Solution key: operation counts of CCSD-F12 models for the water hexamer

Data and conventions

The system is closed-shell (H2O)6 with canonical real orbitals, frozen oxygen 1s cores and no point-group symmetry. One operation is one multiply-add, that is two floating-point operations. Atomic units are used in the formulas, g = 1/r12, and ⟨pq|g|rs⟩ = (pr|qs).

Given inputs: cc-pVTZ-F12 with [6s6p3d2f] on O (53 spherical functions) and [4s3p1d] on H (18), so 89 per molecule; a complementary auxiliary basis set (CABS) of typical size, 75 functions on O and 41 on H, so 157 per molecule; an assumed density-fitting basis of X = 1600 functions; an assumed 15 iterations. Then
N = 534 orbitals (indices r, s)
O = 30 occupied orbitals, core included (m)
o = 24 correlated occupied orbitals (i, j, k, l)
v = N − O = 504 virtual orbitals (a, b, c, d)
n = o + v = 528 correlated orbitals (p, q)
A = 942 CABS orbitals (a′), and M = N + A = 1476.

The geminal is f = −exp(−γr12)/γ, with slope 1 at r12 = 0. Near coalescence the relative motion goes as r^l(1 + κr), and cancelling the r^(l−1) term of (−∇² + 1/r)ψ requires κ = 1/(2(l+1)): 1/2 for singlet pairs (l = 0) and 1/4 for triplet pairs (l = 1). The fixed amplitudes (Ten-no, 2004) impose both values through the ket |ij̄⟩ = (3/8)|ij⟩ + (1/8)|ji⟩. Define F(rs,ij) = ⟨rs|f|ij̄⟩ and R(αβ,ij) = ⟨αβ|Qf|ij̄⟩ with Q = (1 − O1)(1 − O2) − V1V2, where O and V project on occupied and virtual orbitals. Writing 1 = O + V + C (C the CABS projector) and P = O + V gives Q = VC + CV + CC = 1 − PP − OC − CO. R therefore has no ab block, and

V(pq,ij) = ⟨pq|gf|ij̄⟩ − Σ(rs) ⟨pq|g|rs⟩F(rs,ij) − Σ(ma′) [⟨pq|g|ma′⟩F(ma′,ij) + ⟨pq|g|a′m⟩F(a′m,ij)].

The sums over r, s and m include the core, since the geminal must be orthogonal to all occupied orbitals. The quantity sought is the overhead: the work that CCSD(F12) with fixed amplitudes adds to CCSD in the same basis, divided by the CCSD work.

Part 1. Estimate by hand

Take o ≈ O ≈ 25, v ≈ N ≈ 500, A ≈ 1000, and price each term as the product of its index ranges.

In CCSD the largest term scatters a pair from virtuals cd into virtuals ab for every occupied pair ij. This ladder costs o²v⁴ = 3.9×10¹³ per iteration, and the ring terms, smaller by o/v = 0.05, are ignored.

The geminal enters the doubles equation in two ways. In the ladder both of its particles are scattered by one interaction. With fixed amplitudes the geminal does not change, so V is built once, for o²N⁴ + o³N²A = 3.9×10¹³ + 3.9×10¹², or 1.1 CCSD iterations. In a ring term one particle of the geminal passes through as a virtual orbital, while the other, a CABS orbital, is absorbed together with a hole. The indices are i, j, a, b, k, a′ and the cost is o³v²A = 3.9×10¹² per iteration, a fraction oA/v² = 0.10 of the ladder.

Over 15 iterations the extra work is 15 × 0.10 + 1.1 = 2.6 iterations, and the estimated overhead is 2.6/15 = 0.17.

Part 2. Careful count

All counts are in units of 10¹² multiply-adds. They are exact for the stated algorithm, and totals are formed from unrounded entries.

(a) Where the singles enter. The transformation exp(−T1) H exp(T1) changes a virtual bra index, a → a − Σ(k) t(a,k) k, and an occupied ket index, i → i + Σ(c) t(c,i) c. Occupied bra indices, virtual ket indices and CABS indices (no CABS singles are iterated) are untouched. A tilde marks such dressed integrals. In a ladder only the outgoing bra indices a, b are dressed, so it suffices to know the ladder for p, q among the n correlated orbitals, and the dressing follows at fifth-power cost. This is why V carries general indices pq and yet is built once.

(b) Pair symmetry. For any two terms, g1F1 + g2F2 = ½[(g1 + g2)(F1 + F2) + (g1 − g2)(F1 − F2)]. Applied to the summation pairs rs and sr, the plus product is symmetric in pq and in ij separately and the minus product antisymmetric. Each pair index then runs over P+(x) = x(x+1)/2 or P−(x) = x(x−1)/2 values:
x = 24: 300, 276
x = 504: 127260, 126756
x = 528: 139656, 139128
x = 534: 142845, 142311
Three halved pair ranges and two products give the asymptotic factor 2/8 = 1/4.

(c) One CCSD iteration.
Ladder Σ(cd) ⟨pq|g|cd⟩τ(cd,ij), τ = t2 + t1t1: P+(o)P+(n)P+(v) + P−(o)P−(n)P−(v) = 10.199
Hole ladder: P+(o)²P+(v) + P−(o)²P−(v) = 0.021
Rings: a direct and an exchange intermediate, each built from the amplitudes and then contracted with them, 4o³v³ = 7.079
Dressed integrals (ki|ac)~ and (ai|kc)~ assembled from fitted three-index factors: 2o²v²X = 0.468
The sixth-power terms sum to 17.299 and the iteration to 17.768. The four-index integrals over correlated orbitals are assembled once and stored (78 GB at 8 bytes each), for P+(n)[P+(n) + 1]X/2 = 15.603. The CCSD total is 266.5 + 15.6 = 282.1.

(d) The intermediate V. The rs sum costs P+(o)P+(n)P+(N) + P−(o)P−(n)P−(N) = 11.449. In the CABS sum the terms ma′ and a′m are the two partners of step (b), so both together cost [P+(o)P+(n) + P−(o)P−(n)]OA = 2.269, close to o²n²OA/2. The sum needs the integrals (pm|qa′), which CCSD lacks. They have no permutational symmetry, fill 63 GB, and cost n²OAX = 12.605 to assemble. Extending the four-index set to core indices adds at most the difference between the N and n counts, 0.721. The remaining set-up is taken as its five largest products: all f integrals with a robust fit, o²M²X = 2.008; the product of f integrals with the exchange matrix for the geminal-geminal Fock term, o²M³ = 1.852; the gf integrals, o²n²X = 0.257; the two transformations giving the three-index integrals (fitting function|qa′), XMNn = 0.666 and XMnA = 1.175. These sum to 5.957.

(e) Ring terms linear in R. With Ŝ adding the term with ai and bj interchanged, the doubles residual receives

Ω(ab,ij) ← Ŝ Σ(ka′) { [2R(ba′,jk) − R(ba′,kj)](ai|ka′)~ − R(ba′,jk)(ki|aa′)~ − R(ba′,ki)(kj|aa′)~ }.

Put u(ba′,jk) = 2R(ba′,jk) − R(ba′,kj), L = 2(ai|ka′)~ − (ki|aa′)~ and Z(ai,bj) = Σ R(ba′,kj)(ki|aa′)~. The sum equals ½ΣuL − ½Z(ai,bj) − Z(aj,bi), which is two contractions of size U = o³v²A = 3.308. R is constant, but the integrals carry the dressed indices a and i, so both contractions recur, each after an integral assembly of size J = o²vAX = 0.438. Per iteration: 2U + 2J = 6.616 + 0.875 = 7.491, which is 0.42 of a CCSD iteration.

The recurrence could be removed by contracting R once with integrals in which i is replaced by a general virtual d and a by a general q. Each such contraction costs o²v²nA = (n/o)U = 22U, so it pays only beyond about 22 iterations. For 15 iterations repeating is cheaper.

(f) Ring terms bilinear in R and T2. Each ring type has the matrix form TGTᵀ with a symmetric matrix G of undressed integrals such as (kc|ld). Replacing T by T + R gives RGTᵀ + TGRᵀ, and the two are transposes, equal after Ŝ. The product RG contains no amplitude that varies. It is built once for each type and added to the CCSD ring intermediates, where it costs nothing more: 2U + J = 7.053.

(g) Energy. Fixed amplitudes do not make the geminal residual vanish, so it is evaluated at the end and contracted with the fixed amplitudes as multipliers. Most of it is a dot product with V. The rest is two ring contractions with dressed integrals, 2U + 2J, and the dressing of index a in the aa′ block of the bra, a sum over ka′ with the stored integrals, [P+(o)P+(v) + P−(o)P−(v)]oA = 1.654. The total is 9.145.

(h) Result. The work done once is 11.449 + 2.269 + 12.605 + 0.721 + 5.957 + 7.053 + 9.145 = 49.200, and the iterated work is 15 × 7.491 = 112.4. The sum is 161.6, and the model's overhead is 161.6/282.1 = 0.57.

Omitted terms limit this to two figures. Two Fock-like products of size o²v²A = 0.138 per iteration would raise the ratio 0.42 by 0.016, and about six CCSD products of size o²v³ = 0.074 would lower it by 0.010. Evaluation of the three-index AO integrals is not counted. The assumed inputs matter more: 10 or 20 iterations give 0.64 or 0.54, and since 143.4 of the 161.6 is strictly proportional to A, a change of ten per cent in A moves the overhead by about 0.05.

(i) What fixing the amplitudes removes. In the general ansatz every pair ij mixes all geminals kl, with o⁴ = 331776 coefficients c(kl,ij), of which 300² + 276² = 166176 are independent. The doubles number ov(ov+1)/2 = 73162656, so the geminal unknowns are only 0.23 per cent of them, and forming R from c costs 166176·vA = 0.079. The saving lies elsewhere. When c varies, R varies, and steps (f) and (g) move inside the loop: four ring contractions in the doubles residual, two in the geminal residual, the term of 1.654, four dressed assemblies, and the passage from c to R and back give 6U + 1.654 + 4J + 2 × 0.079 = 23.409 per iteration. The work done once falls to 33.440, apart from the off-diagonal geminal-geminal matrices, at most o⁴M² = 0.72 per term.

(j) The models side by side, as extra work and overhead.
Optimised geminal amplitudes: 384.6, 1.36
Fixed amplitudes, all terms: 161.6, 0.57
Fixed amplitudes, singles dressing dropped in the ring terms and in the bra: 47.5, 0.17
Fixed amplitudes, no CABS index in V(pq,ij) and no CABS rings: 16.3, 0.058
In the third model step (e) runs once, and by hermiticity its result also supplies the ring part of the energy, so step (g) needs no sixth-power work. The fourth keeps the rs sum, the core integrals and the first three set-up products. These lines compare cost only. The effect of the dropped terms on the energy cannot be read from a count.

Part 3. Why 0.17 became 0.57

The results differ by a factor 3.3. The hand estimate puts CCSD at 15 × 39.1 = 586 against 282.1, too high by 2.08, and the extra work at 2.6 × 39.1 = 102 against 161.6, too low by 1.59. The powers of o, v, N and A were right. The whole discrepancy comes from prefactors and from terms of lower power.

The ratio per iteration goes from 0.10 to 0.42 in five steps.
1. Rounding: oA/v² is 0.089, a factor 0.890.
2. Spin: a closed-shell ring term needs two contractions, a factor 2, giving 0.178.
3. Pair symmetry: o²v⁴ = 37.166 shrinks to 10.199, a factor 3.644, giving 0.649. This is the factor 4 of step (b) reduced by (n/v)² = 1.098 for the occupied outgoing indices. Ring terms gain nothing, because they group indices as ai, bj and ka′, and no exchange within such a group maps the array on itself.
4. CCSD rings: the hand estimate dismissed them as o/v, but four of them against a quartered ladder amount to 0.69 of it. The denominator grows from 10.199 to 17.299, a factor 0.590, giving 0.382.
5. Integral assembly adds proportionally more to the CABS terms than to CCSD, a factor 1.102, giving 0.422.
Step 3 dominates, and step 4 takes back part of it.

The work done once goes from 1.1 to 2.77 iterations. The contractions for V come out cheaper than estimated, 0.77 iterations: the rs sum has the same quarter as the CCSD ladder, the ratio of the two being 1.12, and the iteration is larger than its ladder. Within V the CABS sum is 0.20 of the rs sum in place of 0.10, since its prefactor is 1/2 against 1/4, which gives the ratio 2OA/N². The increase comes from items the estimate never listed: 0.91 iterations for the constant rings and the energy, and 1.09 iterations for integrals and set-up. The last figure shows the limit of arguing by powers. Assembling (pm|qa′) is a fifth-power step, yet it costs 2X/o² = 5.6 times the sixth-power contraction it serves, because X = 1600 is large and o²/2 = 288 is small. In a cluster of w molecules with the same basis sets o = 4w and X = 1600w/6, and the two costs meet only at w ≈ 33.

Collecting the pieces in units of one CCSD iteration, (6.32 + 2.77)/15.88 = 0.57, where 6.32 is the iterated extra work and 15.88 includes the CCSD integrals. About 70 per cent of the overhead is the pair of dressed ring contractions with their integrals, which is why approximations that remove them from the loop change the cost most.

The overhead depends on what it is measured against. A perturbative triples step costs to leading order o³v⁴ = 892 (six products of size v⁴ for each of about o³/6 ordered triples ijk), so in a CCSD(T) calculation with unmodified triples the same 161.6 is 0.14 of the total without geminals. In time, the model's 443.7×10¹² multiply-adds take 15 minutes at an assumed sustained rate of 10¹² floating-point operations per second. That is a floor for this algorithm at this rate: canonical calculations of this size typically take hours on one node, several times longer or more, because sorting and moving the stored integrals, which a count of multiply-adds does not see, takes much of the time.